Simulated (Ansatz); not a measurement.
## Gd: energy above lowest point against volume scale

Results calculated with Ansatz 0.2.0, not measured. Free energy against uniform scaling of the volume at fixed shape and fractions; periodic cell, basis, potentials, k mesh and filling as listed.

The cell before it is scaled or strained (space group Im-3m, No. 229):
```
Gd
1.0
     -2.0250     2.0250     2.0250
      2.0250    -2.0250     2.0250
      2.0250     2.0250    -2.0250
Gd
1
Direct
  0.00000 0.00000 0.00000
```

Settings of every row: functional r2SCAN; dispersion none; potentials PAW; wave cutoff 650 eV; density cutoff 2600 eV; k mesh 8x8x8; k shift 0x0x0; occupations cold; smearing width 0.1 eV; spin collinear.

Limits: coarse k mesh, up to 40 meV an atom off; state may not be the lowest; with one magnetic atom in the cell only parallel moments are possible.

| row | volume scale | V (Å³/atom) | energy above lowest point (meV/atom) |
| --- | --- | --- | --- |
| 1 | 0.9 | 29.894 | 48.5 |
| 2 | 0.925 | 30.724 | 28.7 |
| 3 | 0.95 | 31.554 | 13.9 |
| 4 | 0.975 | 32.385 | 4.3 |
| 5 | 1 | 33.215 | 0 |
| 6 | 1.025 | 34.045 | ? |
| 7 | 1.05 | 34.876 | 6 |
| 8 | 1.075 | 35.706 | 15.2 |
| 9 | 1.1 | 36.537 | 27.8 |

Question: what energy above lowest point should row 6 give?

Worked fit of energy above lowest point. Take u = (V_r/V)^(2/3) − 1 with V_r = 32.8 Å³ an atom, which is twice the finite (Eulerian) strain; such expansions in the strain, on which the Birch-Murnaghan equation of state is built, carry the rest volume and the bulk modulus. The shown rows have u = 0.0638, 0.04455, 0.02615, 0.00852, -0.00835, -0.04009, -0.05502, -0.06941. Least squares give energy above lowest point = 1.78 + 248.9 × u + 8294 × u² − 10576 × u³ meV/atom; a parabola predicts inner rows, each left out in turn, worse (root mean square 0.82 against 0.37 meV/atom). The rows lie off it by -0.2, 0.3, 0.1, -0.2, -0.3, 0.2, 0.2, -0.2, a smooth pattern that one more power would take up: the form is only approximate. The withheld row has u = -0.02453, so the fit gives 1.78 + 248.9 × (-0.02453) + 8294 × (-0.02453)² − 10576 × (-0.02453)³ = 0.8 meV/atom.

The calculation gave 0.8 meV/atom. The fit meets it to the printed digit.
